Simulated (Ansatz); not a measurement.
Ligand exchange: GaH(CH3)(NH2) + Sn(CH3)(SH) → GaH(CH3)(SH) + Sn(CH3)(NH2)

Species: GaH(CH3)(NH2), singlet; Sn(CH3)(SH), singlet; GaH(CH3)(SH), singlet; Sn(CH3)(NH2), singlet. The partners trade NH2 for SH: Ga–NH2 and Sn–SH bonds give way to Ga–SH and Sn–NH2.

Shapes, held fixed at every level: PBE0-D4/def2-TZVP. Flexible molecules stand in one conformer, not always the lowest. Programs: Ansatz 0.2.0. The zero-point and thermal change to 298 K, harmonic and unscaled (PBE0-D4/def2-TZVP), is -0.4 kJ/mol.

```json
{"level": "HF/def2-SVP", "kind": "Hartree–Fock", "ΔH(298 K) (kJ/mol)": "+15.9", "less CCSD(T)/def2-TZVPP": "+8.7"}
{"level": "HF/def2-TZVPP", "kind": "Hartree–Fock", "ΔH(298 K) (kJ/mol)": "+8.9", "less CCSD(T)/def2-TZVPP": "+1.7"}
{"level": "PBE0-D4/def2-TZVPP", "kind": "global hybrid", "ΔH(298 K) (kJ/mol)": "+9.1", "less CCSD(T)/def2-TZVPP": "+1.9"}
{"level": "B2PLYP/def2-TZVPP", "kind": "double hybrid", "ΔH(298 K) (kJ/mol)": "+8.4", "less CCSD(T)/def2-TZVPP": "+1.2"}
{"level": "CCSD/def2-SVP", "kind": "coupled cluster or CI", "ΔH(298 K) (kJ/mol)": "+11.7", "less CCSD(T)/def2-TZVPP": "+4.5"}
{"level": "CCSD/def2-TZVPP", "kind": "coupled cluster or CI", "ΔH(298 K) (kJ/mol)": "+7.7", "less CCSD(T)/def2-TZVPP": "+0.5"}
{"level": "CCSD(T)/def2-TZVPP", "kind": "coupled cluster or CI", "ΔH(298 K) (kJ/mol)": "+7.2", "less CCSD(T)/def2-TZVPP": "0.0"}
```

The highest level, CCSD(T)/def2-TZVPP, gives ΔH(298 K) = +7.2 kJ/mol; the levels span +7.2 to +15.9. The column of differences is taken from that level and isn't an error. No measured value is set beside it here. For atoms past krypton def2 sets carry core potentials with scalar relativity. Relativity is left out for Ga unless named. Correlated rows may include outer-core shells of Ga, Sn, which these sets cover unevenly.

The exchange is mildly endothermic at every level, so the pairing of Ga with NH2 and Sn with SH is preferred. The thermal term is only -0.4 kJ/mol, which makes this preference essentially electronic. It follows the hard–soft pattern: Ga(III) is the harder centre and gains more from the polar, short bond to nitrogen, while the larger, softer Sn(II) loses less on taking sulfur. Both metals offer a vacant p orbital to the ligand lone pair, so π donation largely cancels across the equation; what remains probably favours Ga–N, where the overlap is better than with the diffuse 5p orbital of tin.

Enlarging the basis lowers the Hartree–Fock value from +15.9 to +8.9 kJ/mol, far more than correlation changes it in the larger set, probably because the small set describes the polarisation of the four metal–ligand bonds unevenly. The preference applies to isolated monomers; amido or thiolato bridging in condensed phases could easily outweigh so small an energy.
